Pulling a metal apart between two atomic planes

Take a ruthenium crystal, choose a plane between two close-packed layers, and move the halves apart without letting any atom adjust. The opening is the extra distance between the halves. The separation energy is the work spent so far for each unit area of the cut, and the traction is the pull per area needed to hold the halves at that opening. Traction is therefore the slope of the separation energy; a pull of 1 GPa kept up over 1 Å costs 100 mJ/m². In the calculation the cut repeats every six atomic planes. Opening the cut lowers the symmetry of the crystal from hexagonal to trigonal.

Hcp ruthenium (a = 2.689, c = 4.252 Å) is opened rigidly at a basal plane, with one cut every six layers. Computed with Ansatz 0.2.0 (plane-wave PAW, scalar-relativistic, PBEsol, no spin polarisation, cutoff 420 eV, k mesh 25×25×5, Gaussian smearing 0.15 eV). Separation energies are free energies per area of cut, relative to the unopened crystal; traction is positive in tension.

```
opening (Å)  separation energy (mJ/m²)  traction (GPa (slope of the separation energy))
          0                          0                                             0.44
        0.5                       1525                                            42.15
          1                       3489                                            34.05
          2                       5590                                            10.22
          3                       6106                                             1.99
```

1. Which stretch of the opening is the hardest to pull through?

The largest energy gain between neighbouring rows, 2101 mJ/m², comes between 1 and 2 Å, but that step is twice as wide as the one before it. Dividing each gain by its width gives the mean traction. It is 30.5 GPa up to 0.5 Å, about 39 GPa between 0.5 and 1 Å and only 21 GPa between 1 and 2 Å. The hardest of the listed stretches is thus the one from 0.5 to 1 Å, although the energy goes on rising through the last row.

2. Why does the traction first rise and then fall?

Two limits settle the shape. In the undisturbed crystal, attraction and repulsion between the layers balance, so there is no net pull. With the halves far apart, their electron clouds no longer overlap, and again there is almost no pull. In between, the short-ranged repulsion fades sooner than the attraction, which leaves a net pull that must pass through a maximum.

The distances show how quickly this happens. At an opening of 0.5 Å the shortest Ru–Ru distance across the cut has grown by 16 %, and the bonds are stretched but alive. At 2 Å it has grown by 67 %, the overlap is much weaker, and the traction is down to about a quarter of its largest listed value.

The forces on the atoms tell the same story. At 0.5 and 1 Å the outermost plane of each half is drawn towards the gap. At 2 and 3 Å it is drawn back into its own half, as expected when the bonds to the layers behind it grow firmer while those across the cut are lost. Question 8 returns to this effect.

3. Does the crystal behave like a spring up to 0.5 Å?

For a spring the traction would grow in proportion to the opening. The work up to 0.5 Å would then be half of 42.15 GPa times 0.5 Å, which is about 1050 mJ/m². The table has 1525 mJ/m². The traction must therefore climb steeply at first and bend over well before 0.5 Å, so a stiffness measured at small strain can't be carried on in a straight line to the breaking point.

4. How are the strength of the cut and its total cost connected?

A simple law joins the two limits of question 2: a pull that starts in proportion to the opening d and is damped exponentially as the overlap dies away. With G for the energy of complete separation and l for a decay length, this is the universal binding-energy relation:

E(d) = G [1 − (1 + d/l) exp(−d/l)]

Its slope is the traction:

T(d) = (G/l²) d exp(−d/l)

The slope is greatest at d = l, where it equals G/(e l), with e = 2.718. Strength is thus total cost divided by a length, the range over which the bonds give way. Of two cuts with the same cost, the one whose bonds fail over the shorter range needs the higher peak pull.

Two values of the table fix the curve. For G we take the energy at 3 Å, 6.106 J/m², and for the peak the largest listed traction, 42.15 GPa:

l = 6.106 J/m² / (2.718 × 42.15 × 10⁹ Pa) = 0.53 × 10⁻¹⁰ m = 0.53 Å

The traction at 2 Å was not used, so it can serve as a test. There d/l is 3.75, and the law gives

T = 42.15 GPa × 3.75 × exp(1 − 3.75) = 10.1 GPa

The calculation gives 10.22 GPa. The curve is also within about 3 % at 1 Å, but at 3 Å it is some 16 % too high. Its energies are too low in every opened row; at 2 and 3 Å this is in part because the 3 Å energy stands in for a final value that has not been reached. The law catches the shape of the process, while its far tail deserves less trust.

5. Is 42 GPa the stress at which ruthenium breaks?

It is the largest traction among five openings, and the true maximum may lie between them. The curve puts its peak at 0.53 Å, close to the row at 0.5 Å, which suggests that the listed value is near the top. This is no independent proof, since that very value was used to set the curve. A few more openings between 0.3 and 0.8 Å would settle the matter.

Even an exact maximum would be an ideal cleavage stress: the pull needed when a whole flawless plane lets go at once. A real piece of metal contains cracks, which concentrate the load on a few bonds at a time, and dislocations, which let it deform first. It therefore fails at far lower stress. For an engineer the number is a rough ceiling for the interior of a perfect grain pulled along this direction, and it is no design value.

6. Is 6106 mJ/m² the surface energy?

The cut makes two equal faces, so the share of one face is half, about 3050 mJ/m². Nor is the separation complete: a traction of 1.99 GPa remains at 3 Å. The curve of question 4 suggests that an energy of the order of 100 mJ/m² for both faces together is still to come.

A second correction works the other way. At 3 Å the outermost plane is pulled inwards and the second plane outwards, so the two would move closer together if they were free. Such a relaxation always lowers the energy, but by how much was not calculated here. The careful statement is that a rigid basal face costs roughly 3 J/m² with this functional.

7. Which digits can be trusted?

The undisturbed crystal should show no traction, yet the first row has 0.44 GPa. This is a stress left over in the cell: its mean pressure is close to zero, but its shape is not quite at the optimum. It amounts to 1 % of the largest traction and means that the layers start very slightly too far apart. It is not an error bar for the other rows, where so small a shift of the starting point should change little. The electronic smearing matters just as little, for removing its effect shifts the energy at 3 Å by about 22 mJ/m².

Larger doubts lie in the choice of theory. PBEsol usually gives higher surface energies for metals than the related functional PBE, and it lacks the long-range dispersion attraction, whose share of the pull is expected to be largest in the tail. The PAW datasets were made for PBE and not for PBEsol, and spin was left out for the opened faces too. The table has only one functional, one cutoff, one k mesh and one thickness of six planes between cuts, so it can't show the size of these effects or how well the numbers are converged; the order of the rows is safer than the second digit of a surface energy.

8. What would change with another metal?

It helps to count bonds. Each atom has twelve neighbours, of which three lie across the cut, so three contacts are broken for each surface atom pair. At 3 Å each of them has cost about 0.8 eV. Taking the solid fully apart into atoms costs roughly 6.7 eV an atom, a rough recalled value, and with six contacts to each atom that is about 1.1 eV a contact.

Cutting a few bonds is thus cheaper, contact for contact, than cutting all of them. The comparison mixes a calculation with a recalled value and is only indicative, but it agrees with a trait of metallic bonding: an atom that loses some neighbours binds the remaining ones more firmly. The inward pull on the outermost plane in question 6 is the same effect seen as a force.

Ruthenium stands near the middle of its row of transition metals, where mostly bonding d states are filled and cohesion is strong. In silver, at the end of the row, the antibonding d states are filled as well, and the d electrons add little to the binding. Its surfaces are known to cost much less. By the relation of question 4 its peak traction should be lower too, unless its bonds gave way over a much shorter range.
